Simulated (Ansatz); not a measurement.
**Abstraction of Cl: C2HClF2 + In(CH3)Cl → C2HF2 + In(CH3)Cl2**

Gas-phase species: C2HClF2 `F/C=C(\F)Cl`, singlet; In(CH3)Cl, doublet; C2HF2 `F/[C]=C\F`, doublet; In(CH3)Cl2, singlet. A radical takes Cl: the energy is the difference in strength between the C–Cl bond broken and the In–Cl bond made.

Shapes, held fixed at every level: PBE0-D4/def2-TZVP. Programs: Ansatz 0.2.0. Electronic energies: no zero-point or thermal term.

Question: Estimate ΔE of this reaction.

Answer: B2PLYP/def2-TZVPP gives ΔE = +22.5 kJ/mol; the levels span -43.4 to +37.3. They disagree on the sign: 6 of 8 are positive. The median of the levels is +18.2. No measured value is set beside it here. Spin contamination: In(CH3)Cl (⟨S²⟩ up to 0.78), C2HF2 (⟨S²⟩ up to 0.94). Open shells run unrestricted. For atoms past krypton def2 sets carry core potentials with scalar relativity. Outer-core shells of In are correlated, in sets that cover them unevenly. Times are processor times on shared x86 and Arm servers, and rough.

```tsv
level	kind	ΔE (kJ/mol)	CPU time (sum over the molecules)
HF/def2-SVP	Hartree–Fock	-43.4	–
HF/def2-TZVPP	Hartree–Fock	-36.9	–
PBE-D4/def2-TZVPP	GGA	+37.3	24 s
PBE0-D4/def2-TZVPP	global hybrid	+25.3	29 s
r2SCAN0-D4/def2-TZVPP	global hybrid	+11.7	54 s
wB97M-V/def2-TZVPP	range-separated hybrid	+22.6	1.7 min
wB97X-V/def2-TZVPP	range-separated hybrid	+13.9	77 s
B2PLYP/def2-TZVPP	double hybrid	+22.5	45 s
```

The sign disagreement is Hartree–Fock against everything else: both Hartree–Fock rows are exothermic, while every level that includes correlation makes the abstraction endothermic, from +11.7 to +37.3 kJ/mol. Enlarging the Hartree–Fock basis doesn't remove the split, so missing correlation is the likelier cause. It probably weakens the more covalent C–Cl bond more than the polar In–Cl bond, and spin polarisation of the vinyl radical's π bond may favour the products further.

Chemically, two strong bonds nearly cancel. Chlorine leaves an sp² carbon, and the resulting σ radical gains little from delocalisation because its singly occupied orbital lies in the molecular plane, orthogonal to the π system. In return, In(II) becomes In(III) and gains a strongly polar In–Cl bond, which apparently doesn't quite repay the cost.

The correlated results therefore support a modestly endothermic step, but not a precise difference in bond strength. They say nothing about the barrier, or about whether addition of the indium radical to the C=C bond would compete.
